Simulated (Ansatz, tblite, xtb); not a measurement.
**CH3BBr2 (methylboron dibromide): methods side by side**

The species is CH3BBr2 (7 atoms), meant as a singlet with charge 0. SMILES: `CB(Br)Br`. The shape is that of a PBE0-D4/def2-TZVP optimisation.

Quantity: the dipole moment, in D. The values are calculated.

| level | kind | program | value (D) | CPU time |
| --- | --- | --- | --- | --- |
| GFN2-xTB | semi-empirical | xtb | 3.73 | under 2 s |
| GFN1-xTB | semi-empirical | tblite | 1.78 | under 2 s |
| GFN0-xTB | semi-empirical | xtb | 2.45 | under 2 s |
| IPEA1-xTB | semi-empirical | tblite | 2.08 | under 2 s |
| HF/STO-3G | Hartree–Fock | Ansatz | 1.55 | 4.9 s |
| HF/3-21G | Hartree–Fock | Ansatz | 1.80 | 6.5 s |
| HF/def2-SVP | Hartree–Fock | Ansatz | 1.63 | 19 s |
| PBE0/cc-pVDZ | global hybrid | Ansatz | ? | 36 s |
| B3LYP/6-31G* (spherical functions) | global hybrid | Ansatz | 1.55 | 34 s |
| B3LYP/6-31G* (Cartesian functions) | global hybrid | Ansatz | 1.55 | 34 s |

Question: Estimate what the levels marked ? give.

Answer: As computed at these levels: PBE0/cc-pVDZ: 1.48 D. All-electron rows without a relativistic Hamiltonian named are non-relativistic. The values span 1.48 to 3.73 D. Sets without polarisation functions give poor dipoles. Without the sets that lack polarisation functions the rows with a basis span only 1.48 to 1.63 D. Times are those of the runs behind each value, whatever else they computed, on shared processors of several kinds: orders of magnitude only.

The ab initio and hybrid-functional rows with polarised bases agree on a moderate dipole, while all four semi-empirical values lie higher and GFN2-xTB, at 3.73 D, stands well apart. A moderate moment fits the bonding. In trigonal BBr3 the bond moments cancel by symmetry; replacing one bromine with methyl removes that balance and leaves the bromine side negative. Donation from the bromine lone pairs into the empty boron p orbital opposes the σ polarisation of the B–Br bonds, so the net moment depends on how a method balances the two. The GFN2-xTB excess probably reflects too polar a charge distribution around boron, including its atomic dipole terms. The match between HF/STO-3G and B3LYP, both 1.55 D, is best read as error cancellation, not as evidence that the minimal basis is adequate. Spherical and Cartesian d functions give the same moment to the printed precision, so that choice is immaterial here. With no diffuse functions in any of the named basis sets, convergence to the basis-set limit remains untested.
